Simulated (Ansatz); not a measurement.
Al: energy above lowest point against volume scale

All results are calculated (Ansatz 0.2.0). Free energy against uniform scaling of the volume at fixed shape and fractions; periodic cell, basis, potentials, k mesh and filling as listed.

The cell before it is scaled or strained (space group Fm-3m, No. 225):
```
Al
1.0
      0.0000     2.0248     2.0248
      2.0248     0.0000     2.0248
      2.0248     2.0248     0.0000
Al
1
Direct
  0.00000 0.00000 0.00000
```

Settings of every row: functional PBE; dispersion none; potentials all-electron LAPW; k mesh 12x12x12; k shift 0x0x0; occupations fermi dirac; smearing width 0.1 eV; spin none; basis error target 0.001 eV/atom.

Limits: coarse k mesh, up to 40 meV an atom off.

| row | volume scale | V (Å³/atom) | energy above lowest point (meV/atom) |
| --- | --- | --- | --- |
| 1 | 0.94 | 15.606 | 13.6 |
| 2 | 0.97 | 16.105 | 2.6 |
| 3 | 1 | 16.603 | 0 |
| 4 | 1.03 | 17.101 | ? |
| 5 | 1.06 | 17.599 | 15.3 |

Question: what energy above lowest point should row 4 give?

Worked fit of energy above lowest point. Take u = (V_r/V)^(2/3) − 1 with V_r = 16.354 Å³ an atom, which is twice the finite (Eulerian) strain; such expansions in the strain, on which the Birch-Murnaghan equation of state is built, carry the rest volume and the bulk modulus. The shown rows have u = 0.0317, 0.01028, -0.01002, -0.04774. Least squares give energy above lowest point = 0.34 + 126.3 × u + 9213 × u² meV/atom; a straight line predicts inner rows, each left out in turn, worse (root mean square 9.1 against 0.015 meV/atom). All shown rows lie on it to the printed digit. Its lowest point lies at u = -0.0069, or V = 16.52 Å³ an atom, and the curvature there gives the bulk modulus at fixed shape and fractions, B = (4/9)(1 + u)² E″(u)/V = 78.3 GPa. The withheld row has u = -0.02934, so the fit gives 0.34 + 126.3 × (-0.02934) + 9213 × (-0.02934)² = 4.6 meV/atom.

The calculation gave 4.6 meV/atom. The fit meets it to the printed digit.
